\section{Curvature of the depletion potential in the Fang--Howard subband}

\subsection*{Where the linear potential enters}

Electrons of quantisation mass $m$ occupy $z>0$ in $p$-type Si of permittivity $\varepsilon_s=\varepsilon_0\varepsilon_r$, behind a hard wall at $z=0$. Energies are counted from the conduction-band edge at the wall. A negative charge density $-e\,n(z')$ whose field vanishes deep in the bulk gives the electron potential energy
\begin{equation}
V(z)=\frac{e^2}{\varepsilon_s}\int_0^\infty \min(z,z')\,n(z')\,dz' ,
\label{eq:min}
\end{equation}
which solves $V''=-e^2n/\varepsilon_s$ with $V(0)=0$ and $V'(\infty)=0$. The trial function
\begin{equation}
\psi(z)=(b^3/2)^{1/2}\,z\,e^{-bz/2}
\end{equation}
has $\langle T\rangle=\hbar^2b^2/8m$, $\langle z\rangle=3/b$, $\langle z^2\rangle=12/b^2$ and $\langle 1/z\rangle=b/2$. For the inversion electrons $n=N_s\psi^2$. The double average of $\min(z,z')$ is $\int_0^\infty S^2dz$, where $S=e^{-bz}(1+bz+b^2z^2/2)$ is the probability of lying beyond $z$, and it equals $33/(16b)$. Half of it enters the total energy per electron, since each pair is counted once.

For the $N_{\rm dep}$ ionised acceptors per unit area the usual derivation replaces $\min(z,z')$ by $z$. This is the assumption examined here: every acceptor is taken to lie deeper than every electron, so that the depletion potential is $Fz$ with the constant force $F=e^2N_{\rm dep}/\varepsilon_s$. The energy per electron is then $\hbar^2b^2/8m+3F^*/b$, minimal at
\begin{equation}
b_0^3=\frac{12mF^*}{\hbar^2},\qquad F^*=\frac{e^2}{\varepsilon_s}\Big(N_{\rm dep}+\frac{11}{32}N_s\Big).
\end{equation}
For $N_s\to0$ the level is $E_0=9F/(2b_0)$. With $\ell=(\hbar^2/2mF)^{1/3}$ and $E_\ell=F\ell$ one has $b_0\ell=6^{1/3}$ and $E_0=2.476\,E_\ell$, which is 5.9\% above the exact $aE_\ell$, where $-a=-2.338$ is the first zero of the Airy function Ai.

\subsection*{First correction}

Let the acceptors have uniform density $N_A$ on $0<z<z_d$, so $N_{\rm dep}=N_Az_d$. Equation~\eqref{eq:min} gives, for $z<z_d$,
\begin{equation}
V_{\rm dep}(z)=\frac{e^2N_A}{\varepsilon_s}\Big[\frac{z^2}{2}+z(z_d-z)\Big]=Fz-\frac{Fz^2}{2z_d},
\end{equation}
and the constant $Fz_d/2=e\phi_d$ beyond, with $\phi_d$ the depletion band bending. The force on an electron at $z$ comes only from the acceptors deeper than $z$, so the well softens with depth. The curvature $-F/z_d=-e^2N_A/\varepsilon_s$ is fixed by the local doping and does not depend on how the hole density rounds off the depletion edge. Up to terms carrying $e^{-bz_d}$,
\begin{equation}
E(b)=\frac{\hbar^2b^2}{8m}+\frac{3F^*}{b}-\frac{6F}{z_db^2}.
\label{eq:Eb}
\end{equation}
The divergence at $b\to0$ comes from continuing the parabola past $z_d$, and only the local minimum near $b_0$ has meaning. With $x=b/b_0$ and
\begin{equation}
\eta=\frac{F/F^*}{b_0z_d},\qquad E^*=\frac{9F^*}{2b_0},
\end{equation}
Eq.~\eqref{eq:Eb} becomes
\begin{equation}
\frac{E}{E^*}=\frac{x^2}{3}+\frac{2}{3x}-\frac{4\eta}{3x^2},
\label{eq:ex}
\end{equation}
and stationarity gives $x^4=x-4\eta$. Setting $x=1+u$ yields $3u+6u^2+\dots=-4\eta$, so
\begin{equation}
\frac{b}{b_0}=1-\frac43\eta-\frac{32}{9}\eta^2+\dots,\qquad
\frac{E}{E^*}=1-\frac43\eta-\frac{16}{9}\eta^2+\dots
\end{equation}
The second-order energy is $-g^2/(2k)$, with $g=8\eta/3$ the slope of the last term of Eq.~\eqref{eq:ex} and $k=2$ the curvature of the first two at $x=1$. To first order the layer widens, $\delta\langle z\rangle/\langle z\rangle=+4\eta/3$, and for $N_s\ll N_{\rm dep}$ the level drops by the same fraction,
\begin{equation}
\delta E_{\rm FH}=-\frac{6e^2N_A}{\varepsilon_sb_0^2}=-6^{1/3}E_\ell\,\frac{\ell}{z_d}=-1.817\,E_\ell\,\frac{\ell}{z_d}.
\end{equation}

The exact first-order shift uses the state ${\rm Ai}(z/\ell-a)$, whose moments are $\langle z\rangle=2a\ell/3$ and $\langle z^2\rangle=8a^2\ell^2/15$:
\begin{equation}
\delta E_{\rm Ai}=-\frac{F}{2z_d}\langle z^2\rangle=-\frac{4a^2}{15}E_\ell\frac{\ell}{z_d}=-1.458\,E_\ell\,\frac{\ell}{z_d}.
\end{equation}
The trial function overstates the correction by 25\%. Its energy error in the linear well is second order in the wave-function error, whereas $\langle z^2\rangle$ is first order in it and weights the exponential tail, which falls more slowly than the Airy tail.

\subsection*{Size at threshold in heavily doped Si}

Take a (100) surface at 300 K, $k_BT=25.9$ meV, with the measured $\varepsilon_r=11.7$ (300 K, as listed by the Ioffe Institute) and the approximate mass $m=0.916\,m_e$ of the two valleys whose long axis is normal to the surface. The classical threshold bending $2(k_BT/e)\ln(N_A/n_i)$, with $n_i$ approximately $10^{10}$ cm$^{-3}$, is 0.95 V at $N_A=10^{18}$ cm$^{-3}$ and 1.04 V at $5\times10^{18}$ cm$^{-3}$. Quantisation raises it by an amount of order $E_0/e$. As a representative input for both dopings we set $\phi_d=1.12$ V, numerically the measured gap of 1.12 eV (300 K, as listed by Wing 2021). Since $z_d=(2\varepsilon_s\phi_d/eN_A)^{1/2}$ and $F=2e\phi_d/z_d$,
\begin{equation}
\eta\propto N_A^{1/3}\phi_d^{-2/3}m^{-1/3},\qquad \delta E\propto N_A^{2/3}\phi_d^{-1/3}m^{-2/3},
\end{equation}
so a 10\% larger $\phi_d$ lowers $\eta$ by 6\% and $|\delta E|$ by 3\%.

A classical estimate of the inversion charge at threshold, a surface density $N_A$ decaying over $k_BT/F$, gives $N_s/N_{\rm dep}=k_BT/(2e\phi_d)=1.2$\%. The term $11N_s/32$ is then 0.4\% of $N_{\rm dep}$ and changes $b$ by 0.13\%, so $F^*=F$ below.

\begin{center}
\begin{tabular}{lcc}
\hline
$N_A$ (cm$^{-3}$) & $10^{18}$ & $5\times10^{18}$\\
\hline
$z_d$ (nm) & 38.1 & 17.0\\
$N_{\rm dep}$ ($10^{12}$ cm$^{-2}$) & 3.81 & 8.51\\
$F/e$ (MV/cm) & 0.589 & 1.32\\
$b_0$ (nm$^{-1}$) & 2.04 & 2.67\\
$3/b_0$ (nm) & 1.47 & 1.12\\
$E_0$ (meV) & 130 & 222\\
$\eta$ & 0.0129 & 0.0220\\
$4\eta/3$ (\%) & 1.7 & 2.9\\
$\delta\langle z\rangle$ (nm) & 0.025 & 0.033\\
$\delta E_{\rm FH}$ (meV) & $-2.2$ & $-6.5$\\
$\delta E_{\rm Ai}$ (meV) & $-1.8$ & $-5.2$\\
\hline
\end{tabular}
\end{center}

With $b_0z_d=78$ and 45 the neglected tail is irrelevant, and the second-order term is 0.2 meV at the higher doping. At threshold the curvature changes $b$ more than ten times as much as the Hartree term does. For nondegenerate occupation at fixed $\phi_d$, the population of the subband is proportional to $e^{-E_0/k_BT}$, and $\delta E_{\rm Ai}$ raises it by factors 1.07 and 1.22.

The four remaining valleys have the approximate quantisation mass $0.19\,m_e$, and their shift is larger by $(0.916/0.19)^{2/3}=2.85$. The curvature alone reduces the splitting between the lowest levels of the two ladders by 3.3 and 9.7 meV (Airy values), which raises the ratio of fourfold to twofold population by factors 1.14 and 1.46.

\subsection*{Terms of comparable size}

Each of the following rivals or exceeds $\delta E$ for the lowest twofold level. Values are for the lower and the higher doping in turn.

\emph{Variational error.} $E_0-aE_\ell$ is $+7.3$ and $+12.4$ meV, larger than the curvature shift and opposite in sign.

\emph{Finite barrier.} For an SiO$_2$ barrier of approximate height $U=3.1$ eV and typical mass $m_{\rm ox}=0.5\,m_e$, the envelope decays with $\kappa\simeq(2m_{\rm ox}U)^{1/2}/\hbar=6.4$ nm$^{-1}$. Continuity of $\psi$ and $\psi'/m$ places the extrapolated node at $z=-d$, $d=m_{\rm ox}/(m\kappa)=0.086$ nm. Moving the wall of a linear well by $-d$ shifts the level by $-Fd$, which is $-5.0$ and $-11$ meV.

\emph{Image potential.} For a thick oxide of typical $\varepsilon_{\rm ox}=3.9$,
\begin{equation}
\langle V_{\rm im}\rangle=\frac{\varepsilon_r-\varepsilon_{\rm ox}}{\varepsilon_r+\varepsilon_{\rm ox}}\,\frac{e^2}{16\pi\varepsilon_s}\,\frac{b_0}{2},
\end{equation}
which is $+16$ and $+21$ meV. A nearby metal gate reduces it. The term adds $\gamma x$ to Eq.~\eqref{eq:ex}, $\gamma=\langle V_{\rm im}\rangle/E_0$, which gives $u=-\gamma/2$ and enlarges $|\delta E_{\rm FH}|\propto b^{-2}$ by the fraction $\gamma$, about 12\% and 9\%.

\emph{Nonparabolicity.} In the isotropic model $E(1+\alpha E)=\hbar^2k^2/2m$ with a typical $\alpha=0.5$ eV$^{-1}$, the shift is $-\alpha\langle T^2\rangle$. In the Airy state $T\psi=(aE_\ell-Fz)\psi$, and the moments above give $\langle T^2\rangle=(aE_\ell)^2(1-\tfrac43+\tfrac8{15})=(aE_\ell)^2/5$, so $-1.5$ and $-4.4$ meV.

\emph{Exchange and correlation.} Their scale is $e^2N_s^{1/2}/(4\pi\varepsilon_0\bar\varepsilon)$ with $\bar\varepsilon=(\varepsilon_r+\varepsilon_{\rm ox})/2$, about 4 and 6 meV for the classical $N_s$.

\emph{Discrete acceptors.} The quadratic term is produced by the acceptors inside the electron layer, a fraction $\langle z\rangle/z_d=3\eta$ of the depletion charge, 3.9\% and 6.6\%. Their spacing $N_A^{-1/3}$ is 10 and 5.8 nm, several times $\langle z\rangle$, and the unscreened Coulomb energy at that distance is 12 and 21 meV. The shift $\delta E$ is therefore an average over the interface plane, smaller than the local potential of a single nearby acceptor.

The linear depletion potential thus misplaces the lowest level by about 2 meV at $10^{18}$ cm$^{-3}$ and 5 meV at $5\times10^{18}$ cm$^{-3}$, and one significant figure is what the model supports. Adding the correction improves a calculation only when the exact linear-well state, the finite barrier and the image term are included with it.